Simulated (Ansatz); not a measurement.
## A series in volume scale on HfN

All results are calculated (Ansatz 0.2.0). Free energy against uniform scaling of the volume at fixed shape and fractions; periodic cell, basis, potentials, k mesh and filling as listed.

The cell before it is scaled or strained (space group F-43m, No. 216):
```
HfN
1.0
      0.0000     2.4630     2.4630
      2.4630     0.0000     2.4630
      2.4630     2.4630     0.0000
Hf N
1 1
Direct
  0.00000 0.00000 0.00000
  0.75000 0.75000 0.75000
```

Settings of every row: functional LDA; dispersion none; potentials PAW; wave cutoff 557.83 eV; density cutoff 2231.3 eV; k mesh 10x10x10; k shift 0x0x0; occupations fermi dirac; smearing width 0.05 eV; spin none.

Limits: coarse k mesh, up to 40 meV an atom off; odd electron count without spin; no spin-orbit coupling, which can matter with elements this heavy; the cell comes from a prototype or a list of computed structures and needn't be the stable phase.

```csv
row,volume scale,V (Å³/atom),pressure (GPa),energy above lowest point (meV/atom)
1,0.9406,14.054,0.27,0
2,0.9703,14.498,?,?
3,1,14.941,-11.31,32.3
4,1.0297,15.385,-15.86,70.1
5,1.0594,15.829,-19.76,119.6
```

Question: what pressure and energy above lowest point should row 2 give?

Worked fit of pressure. Take u = (V_r/V)^(2/3) − 1 with V_r = 15.163 Å³ an atom, which is twice the finite (Eulerian) strain; such expansions in the strain, on which the Birch-Murnaghan equation of state is built, carry the rest volume and the bulk modulus. The shown rows have u = 0.05194, 0.00988, -0.00964, -0.02825. Least squares give pressure = −13.678 + 233.94 × u + 665.8 × u² GPa; a straight line predicts inner rows, each left out in turn, worse (root mean square 0.65 against 0.023 GPa). The rows lie off it by 0.00, -0.01, 0.01, 0.00. The pressure vanishes at u = 0.0511, or V = 14.07 Å³ an atom, and there the bulk modulus at fixed shape and fractions is B = −V dP/dV = (2/3)(1 + u) dP/du = 212 GPa. The withheld row has u = 0.03035, so the fit gives −13.678 + 233.94 × (0.03035) + 665.8 × (0.03035)² = -5.96 GPa.

The calculation gave -5.99 GPa. The fit lies 0.03 GPa (0.15 % of the column's range) above it; its largest miss of a shown row is 0.01 GPa.

Worked fit of energy above lowest point. Take u = (V_r/V)^(2/3) − 1 with V_r = 15.163 Å³ an atom, which is twice the finite (Eulerian) strain; such expansions in the strain, on which the Birch-Murnaghan equation of state is built, carry the rest volume and the bulk modulus. The shown rows have u = 0.05194, 0.00988, -0.00964, -0.02825. Least squares give energy above lowest point = 49.63 − 1941 × u + 18975 × u² meV/atom; a straight line predicts inner rows, each left out in turn, worse (root mean square 19 against 0.0014 meV/atom). All shown rows lie on it to the printed digit. Its lowest point lies at u = 0.0511, or V = 14.07 Å³ an atom, and the curvature there gives the bulk modulus at fixed shape and fractions, B = (4/9)(1 + u)² E″(u)/V = 212 GPa. The withheld row has u = 0.03035, so the fit gives 49.63 − 1941 × (0.03035) + 18975 × (0.03035)² = 8.2 meV/atom.

The calculation gave 8.2 meV/atom. The fit meets it to the printed digit.
